The row at 4 GPa looks wrong. Between −1 and 4 GPa the crystal loses 4.6 percentage points of volume, yet its band gap grows by only 0.023 eV. The next step, to 12 GPa, takes away slightly less volume and opens the gap by 0.090 eV. Volume alone is therefore a poor guide to this gap.

Five-atom BaTiO3 cell relaxed at each pressure without lowering its symmetry, using Ansatz 0.2.0 with scalar-relativistic PBE+U (effective U 4 eV on Ti d), no spin polarisation, plane-wave PAW, 420 eV cutoff, 8×8×8 k mesh and 0.02 eV Gaussian smearing. Changes are against the tetragonal cell relaxed at zero pressure (a = 4.011, c = 4.126 Å). Gaps are taken on the k mesh.

```
applied pressure (GPa)  volume change (%)  a change (%)  c change (%)  final space group number  band gap (eV)  gap kind
                    -1               1.16          0.10          0.96                        99          2.266  indirect
                     1              -0.94         -0.10         -0.74                        99          2.275  indirect
                     4              -3.43         -0.47         -2.52                        99          2.289  indirect
                    12              -7.62         -1.69         -4.42                       221          2.379  indirect
                    25             -12.53         -3.46         -6.14                       221          2.516  indirect
                    50             -19.25         -6.00         -8.61                       221          2.594    direct
                    90             -26.42         -8.87        -11.40                       221          2.579    direct
```

The difference lies in which edge of the cell shortens. BaTiO₃ starts as a tetragonal crystal in which Ti sits off the centre of its oxygen cage, along the long axis c. Up to 4 GPa most of the compression goes into c, which shrinks by 2.5 %, while the in-plane edge a shrinks by only 0.5 %. The usual reason is that short-range repulsion grows faster under pressure than the attraction that holds Ti off centre, so the elongation shrinks with the shift. At 12 GPa the cell has become cubic, and from there on a and c shorten together.

A likely reason why the gap follows the plane is that both of its edges appear to belong there. Up to 25 GPa the gap is indirect: the highest filled and the lowest empty state have different crystal momenta. At low pressure the calculation places the filled one at the corner of the Brillouin zone and the empty one at its centre. Symmetry then suggests which orbitals they are. The Ti shift lets two of the three low-lying Ti 3d orbitals mix with oxygen and rise, but leaves the in-plane one, d_xy, as the lowest. At the zone corner, the oxygen 2p combination that circles Ti within the plane also finds no Ti 3d partner, so it can stay on top of the filled states.

Shortening a brings Ti and oxygen closer within this plane. An electron on Ti then feels the negative oxygen ions more strongly, and one on oxygen feels the positive Ti ions more strongly. The Ti level rises relative to the oxygen level and the gap widens. This electrostatic argument gives the direction of the change, while its size has to come from the table. It does not rule out a role for c, since the oxygen ions above and below Ti also act on it. The numbers below suggest that c counts for little all the same, perhaps because the return of Ti to the centre offsets its effect.

The simplest model lets the gap depend on a alone:

gap change ≈ 0.077 eV × (shrinkage of a in percentage points)

The factor comes from the two cubic rows at 12 and 25 GPa, where a shrinks by 1.77 points and the gap grows by 0.137 eV. Between −1 and 4 GPa, rows not used for the factor, a shrinks by 0.57 points.

0.57 × 0.077 eV ≈ 0.04 eV

The calculation gives 0.02 eV, whereas the same reasoning with volume in place of a would give 0.13 eV. From 4 to 12 GPa the model gives 0.09 eV, as computed. It thus catches most of the slow start but leaves it about 0.02 eV too steep. That remainder goes with the shortening of c and the return of Ti to the centre, which happen together and cannot be told apart here.

The printed output after this text holds a fit to the five indirect rows, written in terms of compression and c/a. Translated back to the cell edges, it gives about 0.08 eV for each percent taken off a and almost nothing for each percent taken off c. Its separate amounts for compression and lost distortion depend on that choice of variables and are not two measured causes. The fit does support a role for shape: it predicts left-out rows to 4 meV, against 26 meV for a smooth curve in volume.

The rule ends when another filled state takes over. At 50 GPa the gap is direct, with both edges at the zone centre, and it lies 0.12 eV below the continued indirect trend. If the direct gap already had its 50 GPa value at lower pressure, the two would cross near 35 GPa, a rough estimate. From 50 to 90 GPa the direct gap falls by 0.015 eV. The fall is small, but a shortens by almost 3 points more, so the electrostatic widening must be offset by something. A likely candidate is the stronger overlap between neighbouring ions. It broadens the bands, which tends to push the top of the filled states and the bottom of the empty ones towards each other. The rows do not test this, and the last one is far from the equilibrium volume.

A neighbouring series that started from cubic BaTiO₃ would shorten all its edges equally. By the same reasoning it would skip the slow start, and its indirect gap would widen at the full rate from the first GPa.

The change to a cubic cell between 4 and 12 GPa belongs to this five-atom cell in PBE+U. Real BaTiO₃ is rhombohedral at low temperature, and the functional and the chosen U both affect how strongly Ti moves off centre. The runs at 25 GPa and above started from the cubic cell, so they do not test whether it would distort again. The gaps are also too small, as is usual with PBE, even with a U on Ti.

Printed output of the fit:

```
Shape and compression and gap slope from the row before:
  row    c/a  log compression in percent  gap slope in meV per GPa
   -1  1.038                      -1.153                       n/a
    1  1.022                      0.9444                       4.5
    4  1.007                        3.49                     4.667
   12      1                       7.926                     11.25
   25      1                       13.39                     10.54
   50      1                       21.38                      3.12
   90      1                       30.68                    -0.375
fit of band_gap on 5 rows (ind): constant 2.18 +/- 0.0042, coefficient of comp 0.02507 +/- 0.00043, coefficient of tet 0.03103 +/- 0.0016; rms 0.00161, worst 1 -0.0029, leave-one-out rms 0.00413
  rows outside the fit (model, value, miss): 50 2.716, 2.594, 0.122; 90 2.949, 2.579, 0.37
fit of band_gap on 5 rows (ind): constant 2.268 +/- 0.0055, coefficient of comp 0.004882 +/- 0.0023, coefficient of comp2 0.001029 +/- 0.00018; rms 0.00534, worst 4 0.00877, leave-one-out rms 0.0261
  rows outside the fit (model, value, miss): 50 2.843, 2.594, 0.249; 90 3.387, 2.579, 0.808
Gap change from -1 to 4 GPa by compression in the model (meV): 116.4
Gap change from -1 to 4 GPa by lost distortion in the model (meV): -93.16
Gap change from -1 to 4 GPa in the table (meV): 23
Zero-pressure gap computed (eV): 2.27
Zero-pressure gap from the distortion model (eV): 2.269
Zero-pressure gap from the curvature rival (eV): 2.268
Change of the smallest direct gap from -1 to 4 GPa (meV): -226
Gap change from 50 to 90 GPa (meV): -15
Rough pressure where the gap turns direct (GPa): 34.78
```
